A crystal that behaved like a spring of fixed stiffness would lose volume in proportion to the pressure. In wurtzite SiGe the first 3 GPa take away 3.38 % of the volume, so ten times that pressure should take away about 34 %. The calculation gives only 20 % at 30 GPa. The spring picture also suggests that the cell shrinks alike in all directions, which holds well at first and fails badly at 60 GPa.

Wurtzite SiGe (4 atoms per cell), with cell and atoms relaxed at each hydrostatic pressure at zero temperature, keeping the symmetry; changes are relative to zero pressure. Calculated with Ansatz 0.2.0, plane-wave PAW, scalar-relativistic PBEsol without spin polarisation, 420 eV cutoff, Gaussian smearing and a 12×12×6 k mesh at zero pressure.

```
pressure (GPa)  volume change (%)  enthalpy change (eV/atom)  a change (%)  c change (%)
            -3               4.15                     -0.405          1.36          1.37
             0               0.00                      0.000          0.00          0.00
             3              -3.38                      0.391         -1.15         -1.11
             8              -7.89                      1.015         -2.76         -2.58
            15             -12.79                      1.845         -4.57         -4.24
            30             -20.27                      3.499         -7.50         -6.80
            60             -29.73                      6.464        -11.94         -9.38
```

**From −3 to 3 GPa: one bond, two stiffnesses**

The row at −3 GPa describes a crystal pulled evenly from all sides. It swells by 4.15 %, more than the same pressure of opposite sign compresses it. The crystal is therefore softer when stretched than when squeezed, and this asymmetry around zero pressure already contains the main trend of the whole table.

Its origin is the shape of the bond energy. The attraction that comes from shared electrons changes gently with distance, while the repulsion between electron clouds forced into less space rises steeply. Stretching a bond works against the gentle part, and squeezing it works against the steep part. The table shows the resulting stiffening; that repulsion causes it is standard bonding theory.

The two lattice lengths change almost equally here. This is what a network of nearly regular tetrahedra should do. Each atom has four neighbours, and even pressure can shorten the four bonds alike without bending the angles between them. The small differences between the a change and the c change in these rows are blurred by the slightly uneven stress left in the relaxed cells. At −3 GPa the cell is pulled a little harder along c than along a, and at 3 GPa it is pushed a little harder along c. Removing either excess should make c change a little less than a, so the slightly stiffer c axis seen at higher pressure is probably present here already.

**From 3 to 15 GPa: stiffening and enthalpy**

Stiffness is measured by the bulk modulus, the pressure needed per relative loss of volume. Averaged over each step, it is 87 GPa between 0 and 3 GPa and 128 GPa between 8 and 15 GPa. Each further gigapascal meets shorter bonds, and shorter bonds resist more. The absolute values carry some extra uncertainty, because the PBEsol runs used PAW datasets made for another functional, PBE; the trend from step to step should suffer less.

A simple model puts this into one line. Let $V$ be the volume, $V_0$ its value at zero pressure, and $B_0$ the bulk modulus there. Compression is measured by the finite strain

$$f=\tfrac12\left[(V_0/V)^{2/3}-1\right],$$

which grows faster than the bonds shorten. If the stored energy is taken as $\tfrac92 V_0B_0f^2$, its slope with volume gives the pressure

$$P=3B_0f\,(1+2f)^{5/2}.$$

The stiffening is thus built into the choice of $f$: near zero pressure the bulk modulus rises by 4 GPa for each GPa applied, whatever the crystal. The formula describes the effect of the repulsion and does not prove its origin.

The enthalpy change looks simpler, because it climbs almost in a straight line. Enthalpy is $H=E+PV$, where $E$ is the energy stored in the crystal. At zero temperature $E$ changes only through the work $-P\,dV$, so $dH/dP=V$: the slope of the enthalpy is the volume itself. The line bends downwards only because the volume shrinks.

The step from 8 to 15 GPa shows this directly. The enthalpy rises by 0.83 eV per atom over 7 GPa, which corresponds to a volume of 19.0 Å³ per atom. That lies between the volumes at the two ends of the step, 19.55 and 18.51 Å³. The relation is exact thermodynamics, but as a check it is loose: most of the rise is the $PV$ term, so only a gross mismatch between the computed energies and pressures would push the slope outside that range.

**At 30 GPa: the model put to work**

The rows at −3 and 3 GPa alone give $B_0\approx80$ GPa; the row at 30 GPa had no part in this. There the volume has fallen to 0.797 of $V_0$, so $(V_0/V)^{2/3}=1.163$ and $f=0.0815$. The formula then gives

$$P=3\times80\times0.0815\times1.163^{5/2}\approx28.5\ \text{GPa}.$$

This is 5 % below the true 30 GPa. A constant bulk modulus would give only 18 GPa for the same volume. Knowledge of the crystal near zero pressure is therefore enough for a useful estimate far above it, provided that the stiffening is included and is close to the rate built into the formula. Here a freer fit to the rows up to 15 GPa gives a rise of 4.4 GPa per GPa instead of 4, which accounts for most of the shortfall; a crystal that stiffens at a much different rate would be missed by more. For a similar crystal, the quantity to compare is the pressure divided by its own $B_0$: a softer one reaches the same relative compression at a lower pressure.

Most of the enthalpy at 30 GPa is still the $PV$ term. The energy stored in the compressed bonds is 0.33 eV per atom, about 9 % of the enthalpy change. A large enthalpy change therefore does not mean that the structure is close to collapse. Stability depends on the enthalpy of other structures at the same pressure, and none was computed here.

That limit matters in this part of the table. Silicon and germanium leave their diamond structures at roughly 10 GPa, a recalled figure, and the calculation kept the wurtzite symmetry throughout, so it could not reveal a distortion that breaks it. The rows from 15 GPa on probably describe a crystal held in a form that a real sample would abandon. They show how this bonding network responds, not which phase an experiment would find.

By 30 GPa a small difference between the axes has also become clear. In the steps from 3 to 30 GPa, c shrinks by about nine tenths as much as a, and the ratio c/a rises from 1.652 to 1.664. A likely reason lies in the stacking. Around each bond along c, the other bonds at its two ends face each other instead of being staggered, and their repulsion should grow as the layers approach.

The zinc-blende form of the same compound makes a useful comparison. It has the same kind of bonds and the same fourfold coordination, so it should stiffen in much the same way. Its bonds are staggered, however, and its cubic symmetry forces even pressure to shrink all three axes equally. The drift in c/a belongs to the wurtzite stacking, whereas the stiffening belongs to the bonds.

**At 60 GPa: the shape gives way**

The volume continues its earlier course. The second 30 GPa remove 9.5 % of the original volume, less than half of what the first 30 GPa removed. The model with $B_0$ from the rows at −3 and 3 GPa again falls about 5 % short of the true pressure.

The shape does not continue its earlier course. The ratio c/a jumps to 1.700, a rise almost three times that of the first 30 GPa, although less volume is lost. In this step c shrinks by little more than half as much as a. The tetrahedra are no longer shrinking evenly, and the relaxed positions show how. The bond along c is 2.132 Å long and the others 2.134 Å, so the bonds have stayed almost equal. It is the angles that have bent: those between the bond along c and the other three are now about 111.7°, wider than in a regular tetrahedron.

Why the angles give way here is less certain. One guess starts from the electrons. The calculation has a small band gap at 15 GPa and overlapping bands at 30 GPa, and bonds that lose their directional character resist bending less. But at 30 GPa the bands already overlap, by about 0.12 eV, while the shape has hardly changed, so the first closing of the gap does not by itself bring the jump. At 60 GPa the overlap is about 0.96 eV, roughly eight times as large, so the jump does come together with a much deeper overlap. That fits the guess but does not prove it. The pressure at which the gap closes is itself uncertain. The bands were examined only at the sampled k points, and a crossing between them may be missed, so the computed gap could close earlier than these rows suggest. The functional, on the other hand, tends to make gaps too small, which would put the true closure at a higher pressure.

The volume does not settle whether bending has become easier. If a new way of deforming had opened, the crystal should be somewhat softer than its earlier course suggests. A more flexible version of the formula, fitted to the five rows up to 15 GPa, does overestimate the pressure at 60 GPa by about 5 %. An error of that size can equally come from stretching the formula so far beyond its fitted range.

A single row also cannot tell a sudden change from a gradual one. Points between 30 and 60 GPa, with their bond lengths and angles, would show which it is. The two ends of the jump were also computed with different settings. The row at 60 GPa used a smearing of 0.1 eV and a denser 12×12×8 k mesh, so narrow smearing is little reason to doubt its shape. The row at 30 GPa is already metallic but used only 0.01 eV, which is delicate for a metal and can disturb the balance of stresses that sets c/a. Repeating it with the settings of the 60 GPa row would make the size of the jump more certain. The output below gives the step-by-step stiffness, the shape ratios and the division of the enthalpy.

Printed output of the fit:

```
bulk modulus at zero pressure from the rows at -3 and 3 GPa, GPa: 79.95
stiffness and shape (steps end at the named row):
  row  mean bulk modulus of step GPa  P from constant modulus GPa  P from finite strain GPa    c/a  c strain over a strain in step
   -3                            n/a                       -3.251                    -2.997  1.652                             n/a
    0                          73.78                            0                         0  1.652                           1.007
    3                          87.25                        2.749                     2.945  1.652                           0.965
    8                          104.6                        6.571                     7.746  1.655                           0.912
   15                          128.1                        10.94                     14.39  1.657                          0.9147
   30                          167.3                        18.11                     28.52  1.664                          0.8689
   60                          237.5                        28.21                     57.26    1.7                          0.5707
fit of P on 5 rows (P < 20): coefficient of g 81 +/- 0.19, coefficient of gf 49.56 +/- 4.4; rms 0.00993, worst 8 -0.0173, leave-one-out rms 0.0398
  rows outside the fit (model, value, miss): 30 30.33, 30, 0.332; 60 62.72, 60, 2.72
pressure derivative of the bulk modulus from this fit: 4.408
finite-strain pressure less true pressure at 60 GPa, %: -4.569
constant-modulus pressure less true pressure at 60 GPa, %: -52.99
volume lost from 30 to 60 GPa, % of the zero-pressure volume: 9.46
enthalpy (per atom):
  row  volume A^3  enthalpy slope of step A^3    PV eV  stored energy eV  stored energy from finite strain eV
   -3        22.1                         n/a  -0.4138          0.008824                              0.00852
    0       21.22                       21.63        0                 0                                    0
    3        20.5                       20.88   0.3839          0.007095                             0.006405
    8       19.55                          20    0.976           0.03904                              0.03779
   15       18.51                          19    1.733            0.1124                               0.1087
   30       16.92                       17.67    3.168            0.3311                               0.3166
   60       14.91                       15.83    5.584            0.8799                               0.8377
enthalpy at 60 GPa if the volume did not shrink, eV/atom: 7.947
stored energy as share of the enthalpy change at 30 GPa, %: 9.461
stored energy as share of the enthalpy change at 60 GPa, %: 13.61
rise of c/a from 0 to 30 GPa: 0.0125
rise of c/a from 30 to 60 GPa: 0.03552
```
